# Snapback condition of the reverse-conducting IGBT: the shorted-anode lateral SOI device

## 1. Device, conventions, premises

**Structure.** A silicon film of thickness $t$ lies on a buried oxide. From cathode to anode it holds the n$^+$ source and p body under a MOS gate, an n$^-$ drift region (doping $N$, length $L_d$) and an n buffer (doping $N_b$). The buffer contains a p$^+$ anode and an n$^+$ short, both tied to the anode metal. The short lets the body diode conduct in reverse. Two layouts occur.

- *In-line*: the short lies behind the p$^+$ region, whose length along the current is $L_p$.
- *Segmented*: p$^+$ segments of half-length $L$ alternate with n$^+$ segments along the gate width $z$.

**Conventions.** Cathode grounded, anode at $V>0$, gate on. Currents are conventional, flow from anode to cathode, and are given per unit gate width (mA/mm). Resistances are resistance times width (Ω·mm). $V_T=k_BT/q$ and $b=\mu_n/\mu_p$ in the drift region. $\phi_n,\phi_p$ are quasi-Fermi potentials. In the buffer, $\varphi=V-\phi_n$. Since $\phi_p=V$ in the p$^+$ region, $\varphi$ is the local forward bias of the p$^+$n junction. Its maximum is $V_j=sV_T$.

**Definition.** Snapback is a stretch of the static characteristic with $dV/dI<0$. The point $(V_{sb},I_{sb})$ is the maximum of $V$ that precedes it.

**Premises.**

- **P1.** Steady state, uniform temperature, Boltzmann statistics, field-independent mobilities.
- **P2.** The channel is in its linear regime. $R_{ch}$ lumps all series parts that are not conductivity-modulated: channel, accumulation layer, and the buffer overhang between the p$^+$ edge and the drift region.
- **P3.** The p$^+$ and n$^+$ regions are equipotentials. The buffer is in low injection and acts as a thin sheet of resistance $\rho_s$ (Ω/□), with $\varphi=0$ at the edge of the short.
- **P4.** The p$^+$ contact carries $I_E=I_se^{s}$ with $s\gg1$. A constant fraction $\alpha<1$ enters the drift region as hole current, $I_p=\alpha I_E$.
- **P5.** The drift region is one-dimensional, quasi-neutral and free of recombination. The reverse-biased p body extracts the holes, so $p=0$ at the cathode end and the channel carries electrons only.

## 2. Lateral drop in the buffer

Before injection all current reaches the short through the buffer. With $K$ the sheet current directed away from the short, Ohm's law reads $|d\varphi/d\ell|=\rho_sK$ along the path $\ell$.

### 2.1 In-line layout

The whole current passes under the p$^+$ region, so $K=I$ is constant. With $y$ measured from the short,

$$\varphi(y)=\rho_sIy,\qquad V_j=IR_b,\qquad R_b=\rho_sL_p. \tag{1}$$

The law is linear in $L_p$. The junction current density varies as $e^{sy/L_p}$, so injection is confined to the drift-facing sidewall and a length $\delta=L_p/s$ of the floor. This justifies the lumped P4. The electrons that feed $I_E$ leave the lateral path within $\delta$ of its end, so after onset (1) holds for the current in the short, to relative order $(\delta/L_p)(I_ER_b/V_j)$.

### 2.2 Uniform feed: stripe, disc, segmented anode

In a vertical RC-IGBT the drift current enters the buffer through its face with density $J$. Take a p$^+$ stripe $|z|<L$ between shorts. By symmetry $K(0)=0$, and continuity gives $K=J|z|$. Integrate from the short inwards:

$$\varphi(z)=\int_{|z|}^{L}\rho_sJz'\,dz'=\tfrac12\rho_sJ\,(L^2-z^2),\qquad V_j=\tfrac12J\rho_sL^2. \tag{2}$$

For a p$^+$ disc of radius $R$ ringed by the short, $2\pi\varrho K=\pi\varrho^2J$, so $K=J\varrho/2$ and

$$V_j=\int_0^R\tfrac12\rho_sJ\varrho\,d\varrho=\tfrac14J\rho_sR^2. \tag{3}$$

The segmented lateral anode is the stripe problem in one dimension fewer. Current $I$ per unit width enters a buffer strip of breadth $w$ through its edge and runs along $z$ against a resistance $\rho_s/w$ per unit length. Replace $J\to I$ and $\rho_s\to\rho_s/w$:

$$V_j=IR_b,\qquad R_b=\frac{\rho_sL^2}{2w}. \tag{4}$$

### 2.3 Self-consistent feed

The feed is uniform only if $\varphi\ll V$. Let $A=R_d+R_{ch}$, where $R_d$ is the unmodulated drift resistance. The local feed is $(V-\varphi)/A$. With $G=w/\rho_s$, continuity along the strip gives

$$\varphi''=-\frac{V-\varphi}{\lambda^2},\quad \lambda^2=AG,\qquad \varphi=V\left[1-\frac{\cosh(z/\lambda)}{\cosh(L/\lambda)}\right]. \tag{5}$$

At the centre,

$$\frac{V}{V_j}=1+\frac{A}{R_b^{\rm eff}},\qquad R_b^{\rm eff}=A\left[\cosh(L/\lambda)-1\right]. \tag{6}$$

For $L\ll\lambda$, $R_b^{\rm eff}\to L^2/2G$, which is (4). One order further, $V/V_j=2\lambda^2/L^2+5/6+\dots$, so the divider built with (4) lies too high by $1/6$. For $L\gg\lambda$, $R_b^{\rm eff}$ grows exponentially. The vertical stripe obeys (5) and (6) with $\lambda^2=A/\rho_s$ and $A$ in Ω·cm². For the disc, $\cosh$ becomes the modified Bessel function $I_0(R/\lambda)$ and $V/V_j=4\lambda^2/R^2+3/4+\dots$

The drift sheet (resistance $\rho_d$) also conducts along $z$. Take $R_{ch}\ll R_d$, and measure $x$ from the buffer edge. A part $f(z)$ of the buffer potential with $f''=k^2f$ continues into the drift region as the harmonic function $f\sin k(L_d-x)/\sin kL_d$. It draws the edge current $(f/\rho_d)\,k\cot kL_d=f/R_d-(L_d/3\rho_d)f''+\dots$ The second term acts as added strip conductance:

$$G=\frac{w}{\rho_s}+\frac{L_d}{3\rho_d}. \tag{7}$$

## 3. Unipolar branch and the threshold form

Follow $\phi_n$ from the short through buffer, drift and channel to the source. It is continuous across the n/n$^-$ step. Without injection

$$V=I\,(R_b+R_d+R_{ch}),\qquad V_j=IR_b .$$

Suppose the branch ends when $V_j$ reaches a turn-on voltage $V_{on}$. Then

$$I_{sb}=\frac{V_{on}}{R_b},\qquad V_{sb}=V_{on}\left[1+\frac{R_d+R_{ch}}{R_b}\right]. \tag{8}$$

From (2) to (4): $J_{sb}=2V_{on}/\rho_sL^2$ for the stripe, $4V_{on}/\rho_sR^2$ for the disc, and $I_{sb}=2wV_{on}/\rho_sL^2$ for the segmented anode, each for uniform feed.

Equation (8) leaves two questions. An exponential junction has no threshold of its own, so $V_{on}$ must be derived. And a divider cannot tell whether $V$ falls afterwards. Both need the drift voltage under injection.

## 4. Drift voltage under injection

Put $x=0$ at the buffer edge and $x=L_d$ at the cathode end. Let $u=p/N$, so $n=N(1+u)$, and $\xi=x/L_d$. Without recombination $I_n$ and $I_p$ are separately constant, with $I_n+I_p=I$.

**Step 1.** The currents are $I_n/t=-q\mu_nn\,\phi_n'$ and $I_p/t=-q\mu_pp\,\phi_p'$. With $R_d=L_d/(q\mu_nNt)$ define

$$a=\frac{R_d\,(I_n-bI_p)}{V_T},\qquad c=\frac{bR_dI_p}{V_T},$$

so that $d\phi_n/d\xi=-V_T(a+c)/(1+u)$ and $d\phi_p/d\xi=-V_Tc/u$.

**Step 2.** Differentiate $\ln(np/n_i^2)=(\phi_p-\phi_n)/V_T$:

$$\left[\frac1u+\frac1{1+u}\right]\frac{du}{d\xi}=-\frac cu+\frac{a+c}{1+u}.$$

Multiply by $u(1+u)$:

$$(1+2u)\frac{du}{d\xi}=au-c,\qquad u(1)=0,\quad u(0)\equiv u_a. \tag{9}$$

At the cathode end $au-c=-c<0$. A solution cannot cross the fixed point $u=c/a$, so $c-au>0$ everywhere and $u$ falls monotonically towards the cathode.

**Step 3.** Separate variables. With $\Lambda=\int_0^{u_a}du/(c-au)=-a^{-1}\ln(1-au_a/c)$,

$$1=\int_0^{u_a}\frac{(1+2u)\,du}{c-au}=-\frac{2u_a}{a}+\frac{a+2c}{a}\Lambda .$$

Hence $(a+2c)\Lambda=a+2u_a$, or

$$1-\frac{au_a}{c}=\exp\left[-\frac{a\,(a+2u_a)}{a+2c}\right]. \tag{10}$$

For $a\gg1$ and $a\gtrsim c$ the right side is negligible and $u_a=c/a$. The holes then drift at uniform density, and diffusion matters only in a layer of relative thickness of order $1/a$ at the cathode.

**Step 4.** The drop of $\phi_n$ is

$$\frac{V_d}{V_T}=\int_0^1\frac{(a+c)\,d\xi}{1+u}=(a+c)\int_0^{u_a}\frac{(1+2u)\,du}{(1+u)(c-au)} .$$

Partial fractions give $(a+c)(1+2u)/[(1+u)(c-au)]=-1/(1+u)+(a+2c)/(c-au)$. With Step 3,

$$V_d=R_d\left[I-(1+b)I_p\right]+V_T\,g(u_a),\qquad g(u)=2u-\ln(1+u). \tag{11}$$

This is exact within P1 and P5. Reading: at a given field each injected hole brings a neutralising electron, and the pair carries $(1+b)$ times the hole current. Only the remainder needs the doping electrons, which set the field. The diffusion term $g$ is positive and increasing, $g'=(1+2u)/(1+u)$.

## 5. The snapback point

Current balance at the anode is $I=V_j/R_b+I_E$. It increases with $V_j$, so $dV/dI$ has the sign of $dV/dV_j$. The loop is $V=V_j+V_d+R_{ch}(I-I_p)$. Insert (11) and P4, and define

$$A=R_d+R_{ch},\qquad B=\alpha\left[(1+b)R_d+R_{ch}\right].$$

Then

$$V=V_j\left(1+\frac A{R_b}\right)-(B-A)\,I_se^{V_j/V_T}+V_T\,g(u_a). \tag{12}$$

**Drift-dominated case.** For $a\gg1$ and $u_a\ll1$ drop $g$. Setting $dV/dV_j=0$ gives

$$I_E^*=\frac{V_T\,(1+A/R_b)}{B-A},\qquad V_j^*=V_T\ln\frac{I_E^*}{I_s}. \tag{13}$$

The second derivative $-(B-A)I_E/V_T^2$ is negative for $B>A$, so this is a maximum. At the maximum the second term of (12) equals $V_T(1+A/R_b)$. Therefore

$$\boxed{V_{sb}=V_{on}\left[1+\frac{R_d+R_{ch}}{R_b}\right],\qquad V_{on}=V_j^*-V_T,\qquad I_{sb}=\frac{V_j^*}{R_b}+I_E^*} \tag{14}$$

Remarks.

1. The divider form (8) is recovered, with $V_{on}$ now fixed by (13). $V_{on}$ is a forward bias at a definite emitter current. It is not the built-in potential $V_{bi}=V_T\ln(N_AN_b/n_i^2)$. Low injection in the buffer requires $n_i^2e^{s}\ll N_b^2$, which places $V_j^*$ below $V_{bi}$ by more than $V_T\ln(N_A/N_b)$.
2. For $A\gg R_b$, the ratio of emitter current to short current at the peak is $I_E^*R_b/V_j^*\approx A/[s^*(B-A)]$, of order $1/s^*$ unless $B$ is close to $A$. The branch is still almost unipolar at the peak, which justifies using the unipolar potentials of Section 2. The threshold current $V_{on}/R_b$ differs from $I_{sb}$ in (14) by relative order $1/s^*$.
3. $I_s$ and $\alpha$ enter $V_{on}$ only through a logarithm.

## 6. When snapback vanishes

Now keep $g$. Let $r=R_d/R_b$, $X=R_dI_E/V_T$ and $\beta=\alpha(1+b)-1$. Then $dX/ds=X$, $c=b\alpha X$, $a=rs-\beta X$ and $a+c=rs+(1-\alpha)X$. Define $m=(a+c)/c$. Dividing the integrals of Steps 3 and 4 by $c$,

$$c=C(m,u_a)=\int_0^{u_a}\frac{(1+2u)\,du}{1-(m-1)u},\qquad \frac{V_d}{V_T}=F(m,u_a)=m\int_0^{u_a}\frac{(1+2u)\,du}{(1+u)\,[1-(m-1)u]} .$$

**Lemma.** $du_a/ds>0$ for $s>1$. Differentiating $m=[rs+(1-\alpha)X]/(b\alpha X)$ gives $dm/ds=-r(s-1)/c\le0$. $C$ increases with both arguments, and $c$ increases with $s$ while $m$ does not. So $u_a$ must increase.

**Necessary conditions.** By the lemma $g$ adds a positive term to $dV/dV_j$. Diffusion always opposes snapback. From (12), snapback then needs $B>A$ and $I_E>I_E^*$. The first reads

$$\alpha>\alpha_c=\frac{R_d+R_{ch}}{(1+b)R_d+R_{ch}}, \tag{15}$$

with $\alpha_c\to1/(1+b)$ for $R_{ch}\ll R_d$. For $\alpha\le\alpha_c$ there is no snapback at any $R_b$. Since $B-A=\beta R_d-(1-\alpha)R_{ch}$, condition (15) implies $\beta>0$.

**Sufficient condition for no snapback.** Take $\beta>0$, so $a\le rs$. Write $V/V_T=s+F+(R_{ch}/R_d)(a+c)$. The last term increases with $s$. Also $\partial F/\partial u_a>0$ and $du_a/ds>0$. Dropping these positive terms,

$$\frac{dV}{dV_j}>1-r(s-1)\,\frac1c\frac{\partial F}{\partial m}.$$

Let $y=1-(m-1)u=1-au/c$. Since $\partial_m(m/y)=(1+u)/y^2$ and $|d\xi|=(1+2u)\,du/(cy)$,

$$\frac1c\frac{\partial F}{\partial m}=\frac1c\int_0^{u_a}\frac{(1+2u)\,du}{y^2}=\int_0^1\frac{d\xi}{y}.$$

- For $a\le0$: $y\ge1$, so $dV/dV_j>1-r(s-1)$.
- For $a>0$: with $\zeta=1-\xi$, (9) gives $dy/d\zeta=-ay/(1+2u)\ge-ay$ and $y=1$ at $\zeta=0$. Thus $y\ge e^{-a\zeta}$ and the integral is at most $(e^a-1)/a$. This function increases with $a$, and $a\le rs$, so $dV/dV_j>2-e^{rs}$.

Define $s_1$ by $\beta X=\ln2$ and take $r\le\ln2/s_1$. At $s_1$, $a\le0$. Beyond it $da/ds=r-\beta X<0$, so $a$ stays negative. Hence $a>0$ occurs only for $s<s_1$, where $rs<\ln2$ and the slope is positive. For $s\ge s_1$ the slope is positive up to $s=1+s_1/\ln2$. Result:

$$R_b\ge\frac{s_1}{\ln2}R_d,\quad s_1=\ln\frac{V_T\ln2}{\beta R_dI_s}\quad\Longrightarrow\quad\text{no snapback for }1<s<1+\frac{s_1}{\ln2}. \tag{16}$$

The unshorted device, $r=0$, is covered: its characteristic is monotonic.

**Meaning.** The scale is the unipolar drift drop at turn-on, $V_jR_d/R_b$, measured in $V_T$. Snapback is strong when this drop is many $V_T$ and absent when it is below $V_T\ln2$. A buffer resistance that merely equals $R_d+R_{ch}$ is not enough in general, because the drift drop then still is about $s^*$ thermal voltages. Bound (16) is sufficient, not sharp.

**Back-pressure on the emitter.** P4 treats the drift edge as a perfect hole sink. The product $np$ is continuous across the n/n$^-$ step and equals $N^2u_a(1+u_a)$. For diffusion through a field-free overhang the hole current is proportional to the difference of $np$ between its ends. If the remainder of $I_E$ is electron injection into the p$^+$ region, then with $X=R_dI_se^s/V_T$

$$\frac cb=\alpha X-\kappa\,u_a(1+u_a),\qquad a+c=rs+(1-\alpha)X,\qquad \kappa=\frac{\alpha I_sR_d}{V_T}\frac{N^2}{n_i^2}. \tag{17}$$

With $c\approx au_a$, the new term relative to $c/b$ is $b\kappa(1+u_a)/a$. It is negligible for $a\gg b\kappa$ and rivals the hole current when $a$ is of order $b\kappa$. It lowers the hole current as $u_a$ grows. Bound (16) is proved for constant $\alpha$ only.

## 7. Range of validity

1. **Result (13), (14)** needs $B>A$, $a^*\gg\max(1,b\kappa)$ and $u_a^*\ll1$. In practice $R_d/R_b\gg1/s^*$. The dropped terms shift $V$ by $V_Tg\approx V_Tu_a$ and the slope by about $u_a$, to be compared with $1+A/R_b$.
2. **Constancy of $I_s$.** The floor area scales as $\delta\propto1/s$. A field in the overhang raises the hole current at most in proportion to $I$. Each changes $d\ln I_E/ds$ by about $1/s$ at most, with opposite signs.
3. **Low injection in the buffer**, $n_i^2e^s/N_b^2\ll1$. It fails soon after a strong snapback, so the valley voltage is outside this model.
4. **Thin sheet**, $t_b\ll L_p$, with $t_b$ the buffer thickness under the p$^+$ region. The leading correction for a long contact on top of the sheet follows from a conformal map. The map $\eta=e^{\pi(x+iy)/t_b}$ sends the sheet $0<y<t_b$ to the upper half-plane and the contact ($y=t_b$, $x<0$) to $-1<\eta<0$. The potential $\mathrm{Re}\,\mathrm{arcosh}(2\eta+1)$ vanishes there, has zero normal derivative on the rest of the boundary, and tends to $\pi x/t_b+2\ln2$. So $L_p\to L_p+(2\ln2/\pi)\,t_b$.
5. **No recombination.** The lifetime $\tau$ must exceed the transit time $L_d/\mu_pE$ for (14), and the longer diffusion time $L_d^2/2D_p$ for (16).
6. **Linear transport.** $\mu_nE\ll v_{sat}$ and $I_{sb}R_{ch}\ll V_G-V_{th}$. If the channel saturates below $I_{sb}$, the added anode voltage falls across the channel and drift region and $V_j$ stays below $V_j^*$ at that gate bias.
7. **SOI effects.** The grounded substrate depletes the film from below by at most $\varepsilon_{ox}V/qt_{ox}$ per unit area (flat-band shifts ignored), to be compared with $Nt$. The oxide also impedes heat flow.
8. **Distributed layouts.** Equations (2) to (4) need $L\ll\lambda$. Equation (7) needs $L_d\lesssim\lambda$ and ignores fringing near the short. Using $R_b^{\rm eff}$ in (14) or (16) estimates the onset at the segment centre. The later spreading of injection towards the shorts is not covered.
9. The analysis is static and assumes identical fingers. On a branch with $dV/dI<0$, parallel fingers at a common voltage need not share current equally.

## 8. Numerical illustration

**Inputs** (chosen geometry, typical or approximate silicon parameters, 300 K). Drift: $t=5$ µm, $N=2\times10^{15}$ cm$^{-3}$, $L_d=30$ µm, $\mu_n=1350$ and $\mu_p=450$ cm²/V·s, so $b=3$. Buffer, reaching the oxide: $N_b=10^{16}$ cm$^{-3}$, $t_b=4$ µm, electron mobility 1200 cm²/V·s. In-line anode: $L_p=20$ µm, $N_A=10^{19}$ cm$^{-3}$. Further, $R_{ch}=10$ Ω·mm, $\alpha=0.8$, $I_s=5\times10^{-12}$ mA/mm, $n_i=10^{10}$ cm$^{-3}$, $t_{ox}=3$ µm.

**Resistances.** $V_T=25.85$ mV, $\rho_d=4623$ Ω/□, $R_d=138.7$ Ω·mm, $\rho_s=1300$ Ω/□, $R_b=26.0$ Ω·mm. Then $A=148.7$, $B=451.8$ and $B-A=303.1$ Ω·mm, $1+A/R_b=6.72$, $\beta=2.2$. Condition (15) gives $\alpha_c=0.26<0.8$, so snapback is possible.

**Snapback point**, from (13) and (14):

| quantity | value |
|---|---|
| $I_E^*$ | 0.573 mA/mm |
| $s^*$ | 25.46 |
| $V_j^*$ | 0.658 V |
| $V_{on}$ | 0.632 V |
| $I_{sb}$ | 25.9 mA/mm |
| $V_{sb}$ | 4.25 V |

These digits are those of the model. A fixed $V_{on}=0.7$ V would give 4.7 V. The built-in potential, 0.89 V without band-gap narrowing, would give 6.0 V, a factor 1.4 above the model value.

**Terms dropped in (13).** $I_p=0.458$ mA/mm, $a=129$, $c=7.4$, $u_a=0.057$. The diffusion voltage $V_Tg$ is 1.5 mV. Its slope $g'u_a(1-a^{-1}da/ds)$ is 0.06 against 6.72. With $\kappa=0.86$, the back term in (17) is 0.02 of the forward term. The buffer injection level is $n_i^2e^{s}/N_b^2=0.11$. The injecting floor length is $\delta=0.79$ µm, and $1/s^*$ is 4 %. All are small.

**Other premises.** The drift drop is 3.34 V and the field $E=1.1$ kV/cm. The hole transit time is 6 ns against a typical lifetime of 1 µs. The channel drop, 0.26 V, is far below a typical gate overdrive of 10 V. Substrate depletion, with $\varepsilon_{ox}=3.9\varepsilon_0$, is at most $3.1\times10^{10}$ cm$^{-2}$ at the anode end, which is 3 % of $Nt$ and a layer 0.15 µm thick. The dissipation is 0.11 W/mm. Through the oxide alone (conductivity about 1.4 W/m·K, cell pitch 60 µm) it heats the film by 4 K.

**Terms that limit the accuracy of $V_{sb}$.**

- A factor 3 in $I_s$ shifts $V_{on}$ by 28 mV and $V_{sb}$ by 0.19 V. Lowering $\alpha$ to 0.6 raises $V_{sb}$ by 0.08 V.
- The contact correction adds 1.8 µm to $L_p$, gives $R_b=28.3$ Ω·mm and lowers $V_{sb}$ by 0.3 V.
- The electron velocity is $v=1.5\times10^6$ cm/s, or 0.15 of $v_{sat}\approx10^7$ cm/s. At fixed current the field rises by 1 % for the law $v=\mu E/\sqrt{1+(\mu E/v_{sat})^2}$ and by 18 % for $v=\mu E/(1+\mu E/v_{sat})$. The latter adds 0.6 V.

The supported statement is a snapback at 4 to 5 V and roughly 25 mA/mm.

**Raising $R_b$ to $R_d$.** In-line this needs $L_p=107$ µm. Equation (14) gives $V_{on}=0.60$ V and $V_{sb}=1.25$ V. To see whether the voltage still falls, solve (10) with (17) for $X$ at given $u_a$, and use $V/V_T=s+a+g+(R_{ch}/R_d)(a+c)$ and $I=(V_T/R_d)(a+c+c/b)$:

| $u_a$ | $s$ | $I$ (mA/mm) | $V$ (V) |
|---|---|---|---|
| 0.1 | 24.39 | 4.72 | 1.26 |
| 0.5 | 25.85 | 5.54 | 1.19 |

The current rises while the voltage falls by 0.06 V, with diffusion and back-pressure included. The buffer injection level at the second point is 0.17. Snapback survives at $R_b=R_d$, much weakened.

**Guaranteed removal.** Bound (16) gives $s_1=23.2$ and $R_b\ge33R_d$, about 4.6 kΩ·mm, valid up to $V_j=0.89$ V, which lies beyond low injection. For constant $\alpha$ the critical ratio $R_b/R_d$ lies below 33, and the table puts it above 1 even with back-pressure. Near the critical ratio $a$ is small, the back term ($b\kappa=2.6$) rivals the hole current, and the diffusion time 0.39 µs is comparable with a 1 µs lifetime. A sharper number would need both effects.

**Layout.** In-line, the bound needs $L_p=3.6$ mm, which is impractical. Take a segmented anode with $w=8$ µm and the same $\rho_s$. Then $\lambda=30$ µm from the strip alone and 35 µm with (7). For $L=50$ µm, (6) gives $V/V_j=1.8$, against 2.0 from the quadratic law $R_b=L^2/2G$, and with $V_{on}\approx0.60$ V the onset lies near 1.1 V. Asking for $A/R_b^{\rm eff}=1/33$ requires $\cosh(L/\lambda)=34$, so $L/\lambda=4.2$ and $L\approx0.15$ mm. This is an estimate for the onset at the segment centre, subject to item 8 of Section 7.